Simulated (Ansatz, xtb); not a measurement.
# C5H6N2Si: which of two isomers lies lower

Structure I: `C#Cc1cnn([SiH3])c1`, a singlet. Structure II: `C#Cc1n[nH]cc1[SiH3]`, a singlet. Both are isolated molecules in the gas phase, relaxed with PBE-D3(BJ)/def2-SVP.

I (Å):

```xyz
14

C     1.4398   -3.0301    2.1676
C     0.7714   -2.3616    1.3868
C    -0.0059   -1.5736    0.4990
C    -0.6740   -0.3310    0.7684
C    -0.3020   -1.8252   -0.8465
N    -1.3131    0.1294   -0.3035
N    -1.0819   -0.7882   -1.2874
Si   -1.8207   -0.4593   -2.8914
H     2.0294   -3.6205    2.8542
H    -0.6953    0.2227    1.7155
H    -1.2878    0.8358   -3.4193
H    -1.4023   -1.6112   -3.7554
H    -3.3090   -0.4060   -2.7434
H    -0.0105   -2.6583   -1.4952
```

II (Å):

```xyz
14

C     0.1450   -4.0474    0.6359
C    -0.0598   -2.8410    0.5757
C    -0.3140   -1.4472    0.4276
C    -0.8166    0.5540   -0.4019
C    -0.6920   -0.7795   -0.7940
N    -0.2194   -0.5875    1.4659
N    -0.5274    0.6016    0.9310
Si   -0.9502   -1.5273   -2.4885
H     0.3289   -5.1103    0.7048
H    -0.5242    1.4260    1.5337
H    -1.0855    1.4532   -0.9683
H     0.3090   -2.1780   -2.9905
H    -1.3424   -0.4247   -3.4350
H    -2.0414   -2.5615   -2.4627
```

Estimate which is lower in electronic energy at CCSD(T)/def2-SVP + ΔMP2/def2-TZVPP, and by roughly how much.

The CCSD(T)/def2-SVP + ΔMP2/def2-TZVPP calculation puts structure I lower, by 9.5 kcal/mol.

Level by level:

```csv
level,geometry,E(II) − E(I) (kcal/mol),departure from the last row (kcal/mol),"job, with rough time for the two"
GFN2-xTB,GFN2-xTB,+21.3,+11.8,"optimisation, 0.67 s"
HF/STO-3G,GFN2-xTB,+16.4,+6.9,"single point, 1.9 s"
r2SCAN-D4/def2-SVP,GFN2-xTB,+6.5,−3.0,"single point, 11 s"
PBE-D3(BJ)/def2-SVP,PBE-D3(BJ)/def2-SVP,+6.2,−3.3,"optimisation, 84 s"
HF/def2-SVP,PBE-D3(BJ)/def2-SVP,+10.9,+1.4,part of the CCSD(T) run
MP2/def2-SVP,PBE-D3(BJ)/def2-SVP,+8.2,−1.3,part of the CCSD(T) run
CCSD(T)/def2-SVP,PBE-D3(BJ)/def2-SVP,+8.9,−0.7,single point
CCSD(T)/def2-SVP + ΔMP2/def2-TZVPP,PBE-D3(BJ)/def2-SVP,+9.5,,"single point, 4.5 min"
```

As drawn, II has 1 C–Si, 1 N–H in place of 1 N–Si, 1 C–H.

None of the levels shown reverses the order. The largest departure from CCSD(T)/def2-SVP + ΔMP2/def2-TZVPP is that of GFN2-xTB, 11.8 kcal/mol. The last row adds to CCSD(T) the change of the MP2 difference between the two basis sets, here +0.7 kcal/mol.

With thermal terms from frequencies at re-optimised GFN2-xTB minima (ideal gas, soft modes damped towards free rotors, one conformer each, 298.15 K, 1 atm): on the last row, ΔE + ΔZPE = +9.6, ΔH = +9.6, ΔG = +9.8 kcal/mol.

The correlated steps freeze 12 core orbitals. Run with Ansatz 0.2.0, xtb 6.7.1; the last row on 2 threads of Intel(R) Xeon(R) Processor @ 2.50GHz (Skylake/Cascade Lake) on a shared host.

The N-silyl isomer I is favoured by 9.5 kcal/mol, and the thermal terms barely alter this, as expected for two compact molecules sharing the same aromatic ring. The main reason is probably the exchange of bonds. Silicon is electropositive and gains more from a strongly polar bond to nitrogen than from one to carbon, and this outweighs the difference between the C–H and N–H bonds. Hartree–Fock already gives 10.9 kcal/mol in the smaller basis, so the preference does not originate in electron correlation, which reduces it modestly.

The gap is not a pure measure of Si–N against Si–C bonding, however. The ethynyl group also moves from the carbon opposite the N–N bond to one next to nitrogen, where it has the silyl group as a neighbour, so conjugation and some steric repulsion may contribute. The thermodynamic preference also says nothing about resistance to hydrolysis, to which N-silyl azoles are typically prone.
